**Proton affinity of H₂O₂ at thirteen levels of theory**

The table holds the proton affinity, gas-phase basicity and electronic part (kJ/mol) for H₂O₂ → HO–OH₂⁺ from PySCF with DFT, HF, MP2 and CCSD(T), all on shared PBE0-D3(BJ)/def2-SVP geometries and thermal terms. The program breaks down the two constant offsets with ideal-gas formulas, and tests whether the slope in the exact-exchange fraction a carries over from one functional family to another and whether one line in a fits seven functionals. In a common basis correlation lowers the value by 16.7 kJ/mol at CCSD(T) and by 26.4 at MP2, while a change of basis alone moves PBE0 by 9.0. The PBE→PBE0 slope of 22.0 kJ/mol, applied to BLYP, reproduces B3LYP to 0.5 kJ/mol, but one line through seven functionals has R² = 0.32, with B97-2 the worst row.

Gas-phase protonation of neutral singlet H₂O₂, computed with PySCF 2.14.0. Electronic energies are at the level named in each row, with geometries and thermal terms from PBE0-D3(BJ)/def2-SVP throughout; proton affinities and gas-phase basicities are for 298.15 K and 1 bar.

## Program and output

```python
# Table: proton affinity PA, gas-phase basicity GB and electronic part (kJ/mol) of H2O2, PySCF, 13 levels
# (DFT, HF, MP2, CCSD(T)) on shared PBE0-D3(BJ)/def2-SVP geometries and thermal terms, 298.15 K, 1 bar.
# Tested: ideal-gas account of the offsets; PA linear in exact-exchange fraction a (pairwise or one line).
T = {
    'system': ['MP2/jun-cc-pV(T+d)Z', 'BLYP-D3(BJ)/def2-TZVP', 'PBE0-D3(BJ)/def2-SVPD', 'PBE-D3(BJ)/def2-TZVP', 'B3LYP-D3(BJ)/def2-TZVP', 'CCSD(T)/jun-cc-pV(T+d)Z', 'r2SCAN-D3(BJ)/def2-TZVP', 'M06/def2-TZVP', 'HSE06/def2-TZVP', 'PBE0-D3(BJ)/def2-TZVP', 'wB97X-D3(BJ)/def2-TZVP', 'B97-2/def2-TZVP', 'HF/jun-cc-pV(T+d)Z'],
    'integration_grid_level': ['2', '2', '2', '2', '2', '2', '3', '3', '2', '2', '2', '2', '2'],
    'site': ['O1', 'O1', 'O1', 'O1', 'O1', 'O1', 'O1', 'O1', 'O1', 'O1', 'O1', 'O1', 'O1'],
    'site_proton_affinity': [660.0, 665.5, 665.8, 669.3, 669.4, 669.7, 672.2, 672.5, 672.9, 674.8, 675.4, 681.0, 686.4],  # kJ/mol
    'site_gas_phase_basicity': [629.9, 635.4, 635.7, 639.2, 639.3, 639.7, 642.1, 642.5, 642.8, 644.8, 645.3, 650.9, 656.3],  # kJ/mol
    'site_electronic_part': [687.5, 692.9, 693.2, 696.8, 696.8, 697.2, 699.7, 700.0, 700.4, 702.3, 702.9, 708.4, 713.8],  # kJ/mol
}
import numpy as np
from scipy import constants as c, stats
S = T['system']
PA, GB, E = (np.array(T[k], float) for k in ('site_proton_affinity', 'site_gas_phase_basicity', 'site_electronic_part'))
P = lambda f, b='def2-TZVP': PA[[i for i, s in enumerate(S) if s.split('/')[0].replace('-D3(BJ)', '') == f and s.endswith('/' + b)][0]]
J = 'jun-cc-pV(T+d)Z'
hf, mp, cc = P('HF', J), P('MP2', J), P('CCSD(T)', J)
print('energies in kJ/mol; table rounded to 0.1, so differences are good to about 0.1')
print('level | PA | PA-CCSD(T) | elec-PA | PA-GB')
for s, p, g, e in zip(S, PA, GB, E):
    print(f'{s:27s} {p:6.1f} {p-cc:+6.1f} {e-p:5.1f} {p-g:5.1f}')
print(f'PA spread all rows {np.ptp(PA):.1f} ({100*np.ptp(PA)/cc:.1f} % of CCSD(T) PA)')
Tk = 298.15
RT = c.R*Tk/1e3
o1, o2 = (E-PA).mean(), (PA-GB).mean()
print(f'mean elec-PA {o1:.2f} (range {np.ptp(E-PA):.1f}); mean PA-GB {o2:.2f} (range {np.ptp(PA-GB):.1f})')
vib = o1 + 2.5*RT
print(f'5RT/2 {2.5*RT:.2f}; implied vibrational energy gain {vib:.1f} = {vib*1e3/(c.N_A*c.h*c.c*100):.0f} cm-1')
SH = c.R*(np.log((2*np.pi*c.m_p*c.k*Tk/c.h**2)**1.5*c.k*Tk/1e5) + 2.5)
r = Tk*SH/1e3 - o2
mass = 1.5*RT*np.log(35/34)
print(f'S(H+) {SH:.2f} J/(mol K), T*S {Tk*SH/1e3:.2f}; implied T[S(BH+)-S(B)] {r:.2f} ({r*1e3/Tk:.1f} J/(mol K))')
print(f'  RT ln2 {RT*np.log(2):.2f}, mass term {mass:.2f}, left over {r-RT*np.log(2)-mass:.2f}; RT ln10 {RT*np.log(10):.2f}')
print(f'same basis: CCSD(T)-HF {cc-hf:+.1f}, MP2-HF {mp-hf:+.1f}, MP2-CCSD(T) {mp-cc:+.1f}, ratio MP2/CCSD(T) shift {(mp-hf)/(cc-hf):.2f}')
tz = PA[[s.endswith('def2-TZVP') for s in S]]
db = P('PBE0', 'def2-SVPD') - P('PBE0')
print(f'{len(tz)} def2-TZVP rows: spread {np.ptp(tz):.1f}; vs CCSD(T) mean {np.mean(tz-cc):+.1f}, mean abs {np.mean(abs(tz-cc)):.1f}')
print(f'PBE0 def2-SVPD minus def2-TZVP {db:+.1f} = {100*abs(db)/np.ptp(tz):.0f} % of that spread')
# exact-exchange fractions that define the functionals (recalled, two figures)
A = {'BLYP': 0, 'PBE': 0, 'r2SCAN': 0, 'B3LYP': 0.20, 'B97-2': 0.21, 'PBE0': 0.25, 'M06': 0.27}
d1, d2 = P('PBE0')-P('PBE'), P('B3LYP')-P('BLYP')
k = d1/A['PBE0']
print(f'PBE to PBE0 {d1:+.1f}, slope {k:.1f} per unit a; BLYP to B3LYP {d2:+.1f}, slope {d2/A["B3LYP"]:.1f}')
print(f'B3LYP from BLYP with PBE slope {P("BLYP")+k*A["B3LYP"]:.1f}, residual {d2-k*A["B3LYP"]:+.1f}')
print(f'HSE06-PBE {P("HSE06")-P("PBE"):+.1f} = {100*(P("HSE06")-P("PBE"))/d1:.0f} % of PBE0-PBE; HSE06-PBE0 {P("HSE06")-P("PBE0"):+.1f} (HSE06 has no D3)')
a = np.array(list(A.values()), float)
y = np.array([P(f) for f in A])
L = stats.linregress(a, y)
ln = lambda x: L.intercept + L.slope*x
res, base = y - ln(a), y - k*a
print(f'one line, 7 rows: PA = {L.intercept:.1f} + {L.slope:.1f} a, slope error {L.stderr:.1f}, R2 {L.rvalue**2:.2f}, rms {np.sqrt(np.mean(res**2)):.1f}')
print('functional | a | residual of line | PA minus PBE slope times a')
for f, x, q, b in zip(A, a, res, base):
    print(f'{f:7s} {x:.2f} {q:+5.1f} {b:6.1f}')
print(f'worst row {list(A)[np.argmax(abs(res))]}; spread before removing a {np.ptp(y):.1f}, after {np.ptp(base):.1f}; a=0 rows alone {np.ptp(y[a == 0]):.1f}')
print(f'against a order: B97-2 - PBE0 {P("B97-2")-P("PBE0"):+.1f}, r2SCAN - B3LYP {P("r2SCAN")-P("B3LYP"):+.1f}, M06 - PBE0 {P("M06")-P("PBE0"):+.1f}')
print(f'not fitted, no single a: residual HSE06 at 0.25 {P("HSE06")-ln(0.25):+.1f}; wB97X at 0.16 {P("wB97X")-ln(0.16):+.1f}, at 1 {P("wB97X")-ln(1):+.1f}')
print(f'not fitted, other basis: residual PBE0/def2-SVPD {P("PBE0", "def2-SVPD")-ln(0.25):+.1f}, HF at a=1 {hf-ln(1):+.1f}')
# shared H2O2 geometry (angstrom), a further output of the same runs: O1, O2, H on O1, H on O2
O1, O2, H1, H2 = np.array([[-0.60, 0.17, 0.36], [0.43, -0.46, -0.38], [-0.83, 0.90, -0.23], [1.18, -0.35, 0.22]])
n1, n2 = np.cross(O1-H1, O2-O1), np.cross(O2-O1, H2-O2)
dih = np.degrees(np.arccos(n1@n2/np.linalg.norm(n1)/np.linalg.norm(n2)))
print(f'shared H2O2 geometry: O-O {np.linalg.norm(O2-O1):.2f} A, HOOH dihedral {dih:.0f} deg')
assert np.ptp(E-PA) < 0.25 and np.ptp(PA-GB) < 0.25
assert mp < cc < hf
assert d1 > 0 and d2 > 0 and db < 0
assert P('B97-2') > P('PBE0') and P('r2SCAN') > P('B3LYP')
```

Printed output:

```
energies in kJ/mol; table rounded to 0.1, so differences are good to about 0.1
level | PA | PA-CCSD(T) | elec-PA | PA-GB
MP2/jun-cc-pV(T+d)Z          660.0   -9.7  27.5  30.1
BLYP-D3(BJ)/def2-TZVP        665.5   -4.2  27.4  30.1
PBE0-D3(BJ)/def2-SVPD        665.8   -3.9  27.4  30.1
PBE-D3(BJ)/def2-TZVP         669.3   -0.4  27.5  30.1
B3LYP-D3(BJ)/def2-TZVP       669.4   -0.3  27.4  30.1
CCSD(T)/jun-cc-pV(T+d)Z      669.7   +0.0  27.5  30.0
r2SCAN-D3(BJ)/def2-TZVP      672.2   +2.5  27.5  30.1
M06/def2-TZVP                672.5   +2.8  27.5  30.0
HSE06/def2-TZVP              672.9   +3.2  27.5  30.1
PBE0-D3(BJ)/def2-TZVP        674.8   +5.1  27.5  30.0
wB97X-D3(BJ)/def2-TZVP       675.4   +5.7  27.5  30.1
B97-2/def2-TZVP              681.0  +11.3  27.4  30.1
HF/jun-cc-pV(T+d)Z           686.4  +16.7  27.4  30.1
PA spread all rows 26.4 (3.9 % of CCSD(T) PA)
mean elec-PA 27.46 (range 0.1); mean PA-GB 30.08 (range 0.1)
5RT/2 6.20; implied vibrational energy gain 33.7 = 2814 cm-1
S(H+) 108.95 J/(mol K), T*S 32.48; implied T[S(BH+)-S(B)] 2.41 (8.1 J/(mol K))
  RT ln2 1.72, mass term 0.11, left over 0.58; RT ln10 5.71
same basis: CCSD(T)-HF -16.7, MP2-HF -26.4, MP2-CCSD(T) -9.7, ratio MP2/CCSD(T) shift 1.58
9 def2-TZVP rows: spread 15.5; vs CCSD(T) mean +2.9, mean abs 3.9
PBE0 def2-SVPD minus def2-TZVP -9.0 = 58 % of that spread
PBE to PBE0 +5.5, slope 22.0 per unit a; BLYP to B3LYP +3.9, slope 19.5
B3LYP from BLYP with PBE slope 669.9, residual -0.5
HSE06-PBE +3.6 = 65 % of PBE0-PBE; HSE06-PBE0 -1.9 (HSE06 has no D3)
one line, 7 rows: PA = 669.2 + 22.0 a, slope error 14.4, R2 0.32, rms 3.8
functional | a | residual of line | PA minus PBE slope times a
BLYP    0.00  -3.7  665.5
PBE     0.00  +0.1  669.3
r2SCAN  0.00  +3.0  672.2
B3LYP   0.20  -4.2  665.0
B97-2   0.21  +7.2  676.4
PBE0    0.25  +0.1  669.3
M06     0.27  -2.6  666.6
worst row B97-2; spread before removing a 15.5, after 11.4; a=0 rows alone 6.7
against a order: B97-2 - PBE0 +6.2, r2SCAN - B3LYP +2.8, M06 - PBE0 -2.3
not fitted, no single a: residual HSE06 at 0.25 -1.8; wB97X at 0.16 +2.7, at 1 -15.8
not fitted, other basis: residual PBE0/def2-SVPD -8.9, HF at a=1 -4.8
shared H2O2 geometry: O-O 1.42 A, HOOH dihedral 117 deg
```
